**Question**

A mixed oxide of zirconium and titanium is considered as a transparent insulating film. Its bands have been calculated with two hybrid functionals, HSE06 (the cheaper level) and PBE0 (the costlier one), on the same cell with the same atomic positions. In the table, v1 is the highest filled band and v2 the one below it; c1 is the lowest empty band and c2 the one above it. Each level of theory counts energies from its own valence top.

Band levels of ZrTi3O8 (12-atom cell, space group Pmm2) with HSE06 (cheaper level) and PBE0 (costlier level), each from its own valence top. Ansatz 0.2.0, plane-wave PAW, 420 eV cutoff, 4×2×4 k mesh, no spin polarisation, cell relaxed with r2SCAN. The point extra_v, at (0.365, 0, −0.5) in reciprocal lattice units, is the valence top located with PBE.

| point name | band v2, cheaper level (eV) | band v1, cheaper level (eV) | band c1, cheaper level (eV) | band c2, cheaper level (eV) | band v2, costlier level (eV) | band v1, costlier level (eV) | band c1, costlier level (eV) | band c2, costlier level (eV) |
| --- | --- | --- | --- | --- | --- | --- | --- | --- |
| Gamma | -0.245 | -0.204 | 4.357 | 4.775 | -0.253 | -0.205 | 5.110 | 5.533 |
| X | -0.628 | -0.583 | 4.543 | 4.697 | -0.641 | -0.592 | 5.300 | 5.456 |
| S | -0.472 | -0.401 | 4.609 | 4.715 | -0.481 | -0.409 | 5.366 | 5.473 |
| Y | -0.665 | -0.382 | 4.790 | 5.002 | -0.677 | -0.393 | 5.551 | 5.765 |
| Z | -0.334 | -0.213 | 4.375 | 4.739 | -0.342 | -0.214 | 5.130 | 5.497 |
| U | -0.244 | -0.155 | 4.563 | 4.814 | -0.250 | -0.161 | 5.321 | 5.576 |
| R | -0.482 | -0.434 | 4.748 | 4.783 | -0.491 | -0.445 | 5.508 | 5.544 |
| T | -0.931 | -0.706 | 4.477 | 4.905 | -0.942 | -0.712 | 5.233 | 5.667 |
| extra_v | -0.404 | 0.000 | 4.616 | 4.802 | -0.410 | 0.000 | 5.372 | 5.563 |

(a) What does PBE0 change in the HSE06 bands, and what does it leave alone?

(b) Both functionals use a quarter of exact exchange between electrons close together. HSE06 drops its long-range part, and PBE0 keeps it. Estimate the change of the gap from this difference, with the screening parameter $\omega\approx0.11$ per bohr.

(c) Which level should be used to judge transparency to visible light, to obtain the shape of the bands, and to predict the gap to 0.1 eV?

**Model answer**

(a) The gap runs from the row extra_v, where the filled bands peak, to Gamma, where the empty bands have their minimum. It is 4.36 eV with HSE06 and 5.11 eV with PBE0, a step of 0.75 eV. All the empty levels in the table rise by nearly this amount. The filled levels, measured from the valence top, move by little more than 0.01 eV at most. PBE0 therefore moves the empty bands away from the filled ones almost as a block and hardly alters the shape of either.

(b) The long-range part of the repulsion between two electrons at distance $r$ is $\operatorname{erf}(\omega r)/r$, in atomic units. At short distance it does not diverge but levels off at the constant $v_0=2\omega/\sqrt{\pi}$. It stays fairly flat until $r$ approaches $1/\omega$, about 5 Å. In an insulator with a wide gap, exchange acts mostly within such a distance, so as a first approximation the interaction may be replaced by $v_0$.

Exact exchange acts on a state $\varphi$ through the density matrix $\gamma$ of the filled states of the same spin:

$$
(K\varphi)(\mathbf r)=-\int \gamma(\mathbf r,\mathbf r')\,v_0\,\varphi(\mathbf r')\,d\mathbf r' .
$$

The density matrix is a projector: it returns a filled state unchanged and turns an empty one into zero. Every filled state is thus lowered by $v_0$, and no empty state is lowered at all. In plain terms, an electron in the solid is freed from the long-range repulsion of its own charge, whereas an added electron has no such share to be freed from. The k point does not enter, which is why the shift is nearly rigid.

PBE0 contains a quarter of this exchange, so the gap should open by

$$
\frac14\cdot\frac{2\omega}{\sqrt{\pi}}=\frac{0.25\times2\times0.11}{\sqrt{\pi}}\approx0.031\ \text{hartree}\approx0.84\ \text{eV}.
$$

The calculated step is 89 % of this estimate, in which no constant was adjusted to the table. Theory also gives the direction of the shortfall. The real interaction weakens with distance, so filled states gain a little less than $v_0$, and empty states are lowered slightly too.

(c) For transparency to visible light, HSE06 is enough. Visible photons carry at most about 3 eV, and both gaps lie well above that. The disagreement between the levels is large, but it does not change the decision. This holds for the perfect crystal in the calculated structure; defects in a real film can absorb below the gap.

For the shape of the bands, HSE06 is again enough if PBE0 is the standard of comparison. Adding the gap step to the empty HSE06 levels reproduces the PBE0 levels in the table to about 0.01 eV. A straight-line fit to band c1 over all nine points, which allows the band to stretch, finds a stretch of only 1.5 %. The printed analysis below the text lists the shifts point by point.

For a gap good to 0.1 eV, neither number should be accepted as it stands. The step between the levels is more than seven times that tolerance, and their agreement on band shape does not decide between the two gaps. The choice of functional should rest on a measured gap of the same phase, not on the higher price of PBE0. For a constructed crystal like this one there may be no such measurement; gaps measured on related oxides are then a guide, but no guarantee of 0.1 eV. A method that calculates the screening in this material can also guide the choice, though its own error may exceed 0.1 eV.

**Remarks on the reasoning**

*Why the costlier level need not be the better one.* In a solid, the other electrons screen the exchange between distant electrons, leaving a fraction of roughly one over the electronic dielectric constant. HSE06 sets this fraction to zero and PBE0 to a quarter, whatever the material. HSE06 thus lacks a long-range part that should be there, while PBE0 includes one whose strength is not adapted to this oxide. In the familiar forms of titanium dioxide, PBE0 usually gives gaps that are too wide and HSE06 comes closer. That is a reason to start with HSE06 here, though not a test of it for this compound.

*What the common zero hides.* Because each level is counted from its own valence top, the table seems to say that only the empty bands move. On the internal energy scale of the two runs, the valence top falls by 0.39 eV and the conduction edge rises by 0.37 eV. The model explains this even split. PBE0 replaces a quarter of an approximate long-range exchange that had lowered filled and empty states alike, by about half of $v_0$. Taking it away raises all states, and the exact exchange then lowers only the filled ones, by twice as much.

*An error that both levels share.* The valence top lies between Z and U, away from the named symmetry points. Without the row extra_v, the HSE06 gap would come out 0.16 eV too wide; read from the regular k mesh alone, it would still be 0.11 eV too wide. Either error exceeds the tolerance in part (c), and with PBE0 the mesh makes nearly the same one. Sampling the line from Z to U removes this definite error with a few additional k points. A change of functional moves the gap by more, but does not show which value is right. The position of extra_v was taken from a PBE calculation, so a finer search with the hybrids could still lower the gap slightly.

*What the levels cost.* On the same k mesh the two hybrids demand similar work, since both evaluate exchange between pairs of states at pairs of k points. PBE0 becomes costlier because its long-range exchange usually needs a denser mesh. Doubling the mesh along all three axes multiplies the number of pairs of k points by 64, before symmetry reduces the work. The PBE0 gap has not been checked on a denser mesh. An error in the long-range term could move all filled states together, so the nearly rigid shift is no proof that the gap has converged. For the same reason, part of the difference between the calculated step and the estimate in part (b) may come from the mesh.

*Where the structure matters.* The relaxed cell is orthorhombic, although it was built from a tetragonal host. The atoms sit where the r2SCAN functional placed them, and with either hybrid noticeable forces remain. The crystal itself is a constructed structure that need not be the stable phase. The step between the levels is a fair comparison because both used the same positions. The absolute gaps belong to this structure and should not be carried over to a film with another atomic arrangement.

*How to use the argument elsewhere.* The estimate in part (b) contains $\omega$ and the distinction between filled and empty states, but no property peculiar to zirconium or titanium. Another oxide with a wide gap should therefore show a similar step from HSE06 to PBE0. In a semiconductor with a narrow gap the density matrix reaches further, the flat interaction is a poorer approximation, and the step should be smaller. The step from a semilocal functional to HSE06 is of a different kind: it adds short-range exchange, which depends on how compact each orbital is. Oxygen 2p and titanium 3d states then respond differently. Where their mixture changes from one k point to another, the shift can change with it, so a rigid shift has less justification.

Output of the analysis:

```
PBE0 less HSE06 in eV:
      row      v2      v1     c1     c2
    Gamma  -0.008  -0.001  0.753  0.758
        X  -0.013  -0.009  0.757  0.759
        S  -0.009  -0.008  0.757  0.758
        Y  -0.012  -0.011  0.761  0.763
        Z  -0.008  -0.001  0.755  0.758
        U  -0.006  -0.006  0.758  0.762
        R  -0.009  -0.011   0.76  0.761
        T  -0.011  -0.006  0.756  0.762
  extra_v  -0.006       0  0.756  0.761
indirect gap with HSE06 (eV): 4.357
indirect gap with PBE0 (eV): 5.11
step of the gap from HSE06 to PBE0 (eV): 0.753
step as share of the HSE06 gap (%): 17.28
largest miss of band c2 if HSE06 is shifted by the gap step (eV): 0.01
largest move of band v2 against the valence top (eV): 0.013
fit of level_c1 on 9 rows: constant 5.111 +/- 0.00059, coefficient of above 1.015 +/- 0.0023; rms 0.000867, worst extra_v 0.00179, leave-one-out rms 0.00109
fall of the valence top from HSE06 to PBE0 (eV): 0.3862
rise of the conduction edge from HSE06 to PBE0 (eV): 0.3669
estimated upper limit of the gap step (eV): 0.8444
estimated shift of each edge (eV): 0.4222
computed step as share of the estimate (%): 89.18
screening length 1/omega (angstrom): 4.811
shortest repeat length covered by the k mesh (angstrom): 12.67
gap excess if only the mesh is read with HSE06 (eV): 0.1126
gap excess if only the mesh is read with PBE0 (eV): 0.1177
gap excess if extra_v is left out of the table with HSE06 (eV): 0.155
Z above Gamma in band c1 with HSE06 (eV): 0.018
Z above Gamma in band c1 with PBE0 (eV): 0.02
factor in pairs of k points if the mesh is doubled along all three axes: 64
```
